Zincblende ZnSe at several volumes, calculated with Ansatz 0.2.0 using the HSE06 hybrid functional, PAW potentials, a plane-wave cutoff of 420 eV and a 6×6×6 k mesh, without spin polarisation or spin-orbit coupling. The cells are the r2SCAN-relaxed cell and uniformly strained copies of it.

```
volume (Å³/atom)  shortest distance (Å)  band gap (eV)  least direct gap (eV)
          19.292                  2.323          3.187                  3.187
          19.483                  2.330          3.140                  3.140
          20.104                  2.355          2.990                  2.990
          20.739                  2.379          2.844                  2.844
          21.341                  2.402          2.710                  2.710
          21.387                  2.404          2.700                  2.700
          22.049                  2.428          2.559                  2.559
          22.723                  2.453          2.422                  2.422
          23.412                  2.477          2.288                  2.288
          24.114                  2.502          2.157                  2.157
          24.831                  2.527          2.029                  2.029
          25.561                  2.551          1.905                  1.905
```

Squeeze zinc selenide by one per cent in volume and its gap opens by roughly 0.05 eV. Shorten every bond by one per cent, which takes away about three per cent of the volume, and the gap opens by about 0.14 eV. Over the whole table the volume grows by a third and the gap loses 1.28 eV, about 40 % of its largest value. The fall is so regular that the useful question is whether any row departs from it at all.

None does, within the digits printed. A smooth curve, a cubic in the logarithm of the volume, was fitted to the nine rows whose outputs name the same set of atomic potentials. It misses these rows by at most 0.4 meV, less than half the last printed digit of the gap. The other three rows name no set, and the curve predicts them to about 0.1 meV, so no step between the two groups can be seen. The form of this curve is not derived from a theory; it serves first as a ruler for finding odd rows, and later to read off the slope of the gap.

The ruler needs a precise scale to lie on. The shortest distance is printed to 0.001 Å, and half of that digit is worth nearly 3 meV of gap, about seven times the largest miss. A plot of gap against printed distance can therefore show small kinks that belong to the rounding. The volume carries enough digits to avoid this, and in this crystal it fixes the bond length exactly.

To see why the curve is smooth, it helps to ask what could make a gap curve kink. A gap is the smallest of many energy differences between filled and empty levels. Each difference changes gradually when the atoms move gradually, and the smallest one is equally gradual as long as the same pair of levels supplies it. A kink appears when another pair takes over, and a jump appears when the atoms rearrange. Smoothness over a third of the volume thus suggests that one pair of levels stays in charge throughout.

The results agree with this. The gap equals the least direct gap in every row, so the electron and the hole always sit at the same point of the band structure. Where the outputs name that point, it is Γ, where the electron wave has the same phase in every unit cell. The structure adds no surprise of its own: in zincblende each atom has four equal neighbours at fixed angles, and a uniform change of volume leaves only one length to vary.

The direction of the trend follows from the character of the two levels, which is standard bonding theory. The lowest empty state at Γ is built from s orbitals of zinc and selenium with opposite signs on neighbouring atoms, so it is antibonding towards all four neighbours at once. The highest filled state is made mainly of p orbitals in a bonding arrangement. Shorter bonds strengthen the coupling between neighbours, which pushes an antibonding level up relative to a bonding one. For a related crystal, the first thing to establish is therefore which empty state lies lowest: if it is this s-like state at Γ, compression should open the gap.

Two limiting cases turn this picture into simple formulas. The first is the limit of small changes, in which every smooth law looks straight. Equal relative steps in volume then shift the gap by equal amounts:

$$E(V) = E_0 + a\,\ln\frac{V}{V_0}.$$

Here $E$ is the gap, $V$ the volume per atom, $E_0$ the gap at a reference volume $V_0$, and $a$ the deformation potential of the gap. A straight-line fit to all twelve rows gives $a = -4.57$ eV.

As a worked case, take the unstrained cell, whose size was relaxed with the r2SCAN functional, at 22.723 Å³/atom, with its HSE06 gap of 2.422 eV, and compress it to the smallest volume. The logarithm is $\ln(19.292/22.723) = -0.164$, and multiplying by $a$ gives a rise of 0.75 eV. The estimate is 3.17 eV, while the table has 3.187 eV. Both rows were part of the fit, so this shows how well the formula describes the data and is no independent prediction. The shortfall is about 2 % of the rise.

The second limit lets the coupling between neighbours decide everything. Such couplings grow roughly as $1/d^2$, where $d$ is the bond length. If they also outweigh the difference between the orbital energies of zinc and selenium, the gap should be linear in $1/d^2$. Since $d^2$ varies as $V^{2/3}$, the slope against $\ln V$ should then be steeper at the smallest volume than at the largest by the factor $(25.561/19.292)^{2/3} = 1.21$. The smooth curve gives slopes of −4.80 and −4.25 eV at the two ends, a factor of only 1.13.

The calculated gap therefore bends, but less than pure coupling demands. Fitted to all rows, the constant slope misses by up to 13 meV and the $1/d^2$ law by up to 7 meV. At either end of the table the first law gives too small a gap and the second too large a one. The misses of both simplified laws vary smoothly along the curve, and no single row is to blame. What weakens the bending is not settled by these data. The printed output after the text gives the misses row by row.

A break should be looked for where another empty level can overtake the one at Γ. The candidate is the lowest empty level at X, a point where the wave changes sign between neighbouring layers of cells. At 20.104 Å³/atom the outputs place it 0.55 eV above the level at Γ. Measured from the valence top, the indirect gap there is 3.54 eV, against a direct gap of 2.99 eV.

A deliberately crude estimate gives an idea of how far away the crossing may be. Suppose that the indirect gap stays at 3.54 eV while the direct gap keeps rising with its steepest slope. At the smallest volume 0.35 eV is still missing, and $0.35/4.80 = 0.073$, so the volume must shrink by about another 7 %, to roughly 18 Å³/atom. Levels at X are at hand for one volume only, so the assumption of a fixed indirect gap is untested. In many related semiconductors that gap shrinks slightly under pressure, which would bring the crossing closer.

Such a crossing would leave a clear signature in a longer table. The two gap columns, identical here, would separate: the least direct gap would continue on its smooth course, while the band gap would turn onto a flatter branch. The material would then absorb and emit light at its band edge far less readily, although the number in the gap column would show no jump. Comparing the two columns is therefore a sharper test than looking for a bend by eye.

A real sample would probably break the pattern earlier and more violently. Zinc selenide is known to change to the rocksalt structure under pressure, and the two densest cells, calculated to be at about 17 and 16 GPa, are expected to lie beyond that change. The runs warn of loose thresholds for the stress, but the change of the total energy with volume gives matching pressures. These two cells follow the curve because the calculation keeps them in zincblende, with four neighbours per atom. Their gaps then describe a compressed crystal that is probably no longer the stable one.

In the opposite limit, expansion, the break would be the closing of the gap. With the slope at the largest volume, the remaining 1.9 eV would last for a further increase in volume by more than half. The crystal is expected to come apart well before that, so on this side the smooth law should outlive the material it describes.

The level of theory probably matters more for the height of the curve than for its shape, though the table holds one level only and can't test this. The hybrid functional gives 2.42 eV for the unstrained cell, and it is known to put the gap of this crystal too low. Spin-orbit coupling is left out, and including it is expected to raise the valence top and so lower the calculated gap a little further. The direct and the indirect gap start from that same valence top, so this shift largely cancels in the question of where they cross. Absolute gaps from the table thus need a correction before use, while the changes with volume are probably the sounder guide.

Numerical output:

```
fit of band_gap on 12 rows: constant 2.429 +/- 0.0023, coefficient of x -4.567 +/- 0.025; rms 0.00698, worst 25.561 -0.013, leave-one-out rms 0.00902
fit of band_gap on 12 rows: constant -4.304 +/- 0.022, coefficient of invd2 40.45 +/- 0.13; rms 0.00406, worst 19.292 0.00666, leave-one-out rms 0.00517
fit of band_gap on 9 rows (soft > 0): constant 2.422 +/- 0.00017, coefficient of x -4.526 +/- 0.0027, coefficient of x2 1.03 +/- 0.019, coefficient of x3 0.7877 +/- 0.2; rms 0.000225, worst 20.739 -0.000389, leave-one-out rms 0.000417
  rows outside the fit (model, value, miss): 19.292 3.187, 3.187, 0.000121; 21.341 2.71, 2.71, -4.06e-05; 22.723 2.422, 2.422, 8.39e-05
Misses, prediction less computed gap:
     row  constant deformation potential (meV)  linear in 1/d2 (meV)  cubic yardstick (meV)
  19.292                                -9.908                 6.661                 0.1213
  19.483                                -7.904                 4.577                -0.1054
  20.104                                -1.209                0.3814                 0.3683
  20.739                                 2.762                -3.292                -0.3889
  21.341                                 6.073                -4.299                -0.0406
  21.387                                 6.239                -4.355               -0.04061
  22.049                                  8.01                -4.177                 0.2854
  22.723                                 7.488                -3.492                0.08386
  23.412                                 5.059                -2.047                -0.1826
  24.114                                 1.124                0.4213               -0.04726
  24.831                                -4.699                 3.425                 0.1842
  25.561                                -13.04                 6.195               -0.07305
Fall of the gap from the smallest to the largest volume (eV): 1.282
Slope of gap against ln V at the smallest volume (eV): -4.8
Slope of gap against ln V at the largest volume (eV): -4.251
Gap change for half the last digit of the printed distance (meV): 2.822
Lowest empty level at X above that at Gamma, volume 20.104 (eV): 0.5475
Indirect gap from Gamma to X, volume 20.104 (eV): 3.538
Rough volume where the gap would turn indirect (A3/atom): 17.93
```
